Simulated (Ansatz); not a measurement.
**Redistribution: CHBr2Cl + C2H4F2 → CH2BrCl + C2H3BrF2**

Species: CHBr2Cl (chlorodibromomethane) `ClC(Br)Br`, singlet; C2H4F2 (1,2-difluoroethane) `FCCF`, singlet; CH2BrCl (bromochloromethane) `ClCBr`, singlet; C2H3BrF2 `FCC(F)Br`, singlet. The partners trade Br for H; both sit on C, so the bond types are kept.

Shapes, held fixed at every level: PBE0-D4/def2-TZVP. Flexible molecules stand in one conformer, not always the lowest. Programs: Ansatz 0.2.0. Electronic energies: no zero-point or thermal term.

| level | kind | ΔE (kJ/mol) | less CCSD(T)/def2-TZVPP |
| --- | --- | --- | --- |
| PBE-D4/def2-TZVPP | GGA | -21.5 | +3.1 |
| r2SCAN-D4/def2-TZVPP | meta-GGA | -26.5 | -1.9 |
| B3LYP-D4/def2-TZVPP | global hybrid | -22.7 | +1.9 |
| PBE0-D4/def2-TZVPP | global hybrid | -24.3 | +0.3 |
| wB97M-V/def2-TZVPP | range-separated hybrid | -25.0 | -0.4 |
| MP2/def2-TZVPP | perturbation theory | -19.2 | +5.4 |
| CCSD(T)/def2-TZVPP | coupled cluster or CI | -24.6 | 0.0 |

The highest level, CCSD(T)/def2-TZVPP, gives ΔE = -24.6 kJ/mol; the levels span -26.5 to -19.2. The column of differences is taken from that level and isn't an error. No measured value is set beside it here. Relativity is left out for Br unless named. Correlated rows may include outer-core shells of Br, which these sets cover unevenly.

Every level makes the transfer of bromine to difluoroethane exothermic, with ΔE = -24.6 kJ/mol from coupled cluster. Because the bond types are conserved, the energy reflects the surroundings of the C–Br bond rather than a difference between C–Br and C–H bond strengths. Chlorodibromomethane loses one Br/Br and one Br/Cl geminal contact, while the product gains only one geminal contact, between bromine and the much smaller fluorine. Relief of steric and lone-pair repulsion is therefore the likely main driving force. Donation from a fluorine lone pair into the C–Br antibonding orbital, and the attached carbon substituent, probably help to stabilise the new bromide.

The spread among methods affects the size of the preference but not its direction. MP2 gives the weakest driving force, perhaps because it overestimates the dispersion attraction between the crowded heavy halogens in the reactant. The density functionals fall on both sides of coupled cluster, with PBE0 and wB97M-V closest. The total reaction energy alone can't separate relief of crowding from electronic stabilisation of the product.
